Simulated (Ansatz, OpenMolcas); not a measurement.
GaCl3 (gallium trichloride (monomer)): methods side by side

GaCl3: 4 atoms, total charge 0, spin state singlet. SMILES: `[Cl][Ga]([Cl])[Cl]`. The shape is that of a PBE0-D4/def2-TZVP optimisation.

```tsv
atom	x (Å)	y (Å)	z (Å)
Cl	0.8667	0.3714	1.8875
Ga	0.0138	-0.0151	-0.0051
Cl	-0.0903	-1.9950	-0.7316
Cl	-0.7347	1.5783	-1.1711
```

Each level gives the electronic atomisation energy (eV). The values are calculated. Electronic energies at fixed atoms, without zero-point motion or spin-orbit coupling.

| level | kind | program | value (eV) | less CCSD(T)/aug-cc-pVDZ |
| --- | --- | --- | --- | --- |
| HF/aug-cc-pVDZ | Hartree–Fock | Ansatz | 8.35 | -2.26 |
| SVWN5/aug-cc-pVDZ | LDA | OpenMolcas | 12.76 | +2.15 |
| BLYP/aug-cc-pVDZ | GGA | Ansatz | 10.11 | -0.50 |
| M06-L/aug-cc-pVDZ | meta-GGA | OpenMolcas | 11.62 | +1.01 |
| BHLYP/aug-cc-pVDZ | global hybrid | Ansatz | 10.24 | -0.37 |
| CAM-B3LYP/aug-cc-pVDZ | range-separated hybrid | Ansatz | 10.55 | -0.06 |
| MP2/aug-cc-pVDZ | perturbation theory | Ansatz | 11.30 | +0.69 |
| CCSD(T)/aug-cc-pVDZ | coupled cluster or CI | Ansatz | 10.61 | 0.00 |

CCSD(T)/aug-cc-pVDZ is the highest level here, not the true value. All-electron rows without a relativistic Hamiltonian named are non-relativistic. The values span 8.35 to 12.76 eV. In the correlated wave-function rows the outer d shell of Ga is correlated, in sets not made for it.

Most of the binding in GaCl3 is already present at the Hartree–Fock level, as expected for strongly polar Ga–Cl σ bonds, but correlation adds a substantial part. Atomisation breaks three bonding pairs and leaves unpaired electrons on separate atoms, so the molecule has more correlation energy to lose than the atoms retain. Hartree–Fock therefore underbinds, while MP2 overshoots the coupled-cluster value by 0.69 eV. LDA errs in the opposite direction to Hartree–Fock, its familiar overbinding arising from an uneven treatment of the molecule and the more inhomogeneous atomic densities.

Beyond LDA, the functionals follow no simple order: BLYP lies below coupled cluster and M06-L above it, and BHLYP binds slightly more than BLYP despite its large share of exact exchange. The close match of CAM-B3LYP doesn't establish it as the most accurate functional, because correlated wave-function energies converge slowly with basis size and a larger set would probably raise the coupled-cluster value more than the density-functional ones.
